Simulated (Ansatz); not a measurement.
All numbers below come from DFT PBE, scalar-relativistic, plane waves, PAW (Ansatz). All cells share a 420 eV cutoff and Γ-centred k meshes spaced about 0.3 Å⁻¹ or finer (0.25 for metals, 2π included). No spin polarisation.

Temperature and zero-point effects are left out.

Two relaxed structures of TiSi6Mo:

A.

```
CELL_PARAMETERS angstrom
3.71553 2.14516 2.49398
-3.71553 2.14516 2.49398
0.00000 -4.29032 2.49398
ATOMIC_POSITIONS crystal
Ti 0.71018 0.71018 0.71018
Si 0.90380 0.23074 0.56940
Si 0.56940 0.90380 0.23074
Si 0.23074 0.56940 0.90380
Si 0.56940 0.23074 0.90380
Si 0.23074 0.90380 0.56940
Si 0.90380 0.56940 0.23074
Mo 0.09785 0.09785 0.09785
```

B.

```
CELL_PARAMETERS angstrom
3.32785 0.00000 0.00000
0.00000 3.32785 0.00000
0.00000 0.00000 10.21876
ATOMIC_POSITIONS crystal
Ti 0.00000 0.00000 0.00000
Si 0.50000 0.50000 0.87125
Si 0.50000 0.50000 0.12875
Si 0.00000 0.00000 0.75224
Si 0.00000 0.00000 0.24776
Si 0.50000 0.50000 0.62644
Si 0.50000 0.50000 0.37356
Mo 0.00000 0.00000 0.50000
```

Question: Which is lower in energy, and by how much?

Answer: B is lower, by 89 meV/atom. A has space group R3m (No. 160), 14.9 Å³/atom and no gap on its mesh; B has space group P4/mmm (No. 123), 14.1 Å³/atom and no gap. Counting Si atoms around Mo and Ti (those within 1.25 times the shortest such distance or 1.15 times the sum of covalent radii), A has Ti 12, Mo 12 and B has Ti 10, Mo 10. A and B both hold Si–Si bonds in all directions. The denser one is the lower, and pressure would at first widen the difference. Both come from trial cells of a structure search, whose lowest cell (Cm, 14.7 Å³/atom) lies 21 meV/atom below the lower of the two.

Trial moments fell under 0.15 μB along the way in R3m and P4/mmm; another start might hold them. With atoms moved at random, B came back. A had no clear such test and can be a saddle point. Some types were kept out of the candidates beforehand, so the set may lack a known form.

The 89 meV/atom preference for B goes against a simple count of neighbours, since the metals in A have more silicon around them. The coordinates suggest why. A is a metal-deficient relative of the AlB2 type, with flat silicon honeycombs stacked directly over one another and some of the hexagonal-prismatic sites between them empty. Its Si–Si contacts are the shorter ones, but the metals sit in roomy cages with longer bonds to silicon. B resembles MoSi2 with an extra silicon layer between the metal layers. It gives up some Si–Si bonding for closer metal–silicon contacts and fills space better. Stronger mixing of metal d with silicon p states is therefore the probable source of its advantage, although no density of states or bonding analysis separates this from the other contributions.

The ordering doesn't show that B would form: the disilicides are the most silicon-rich stable compounds in both binary systems at ambient pressure, so separation into these and elemental silicon is the competition to test.
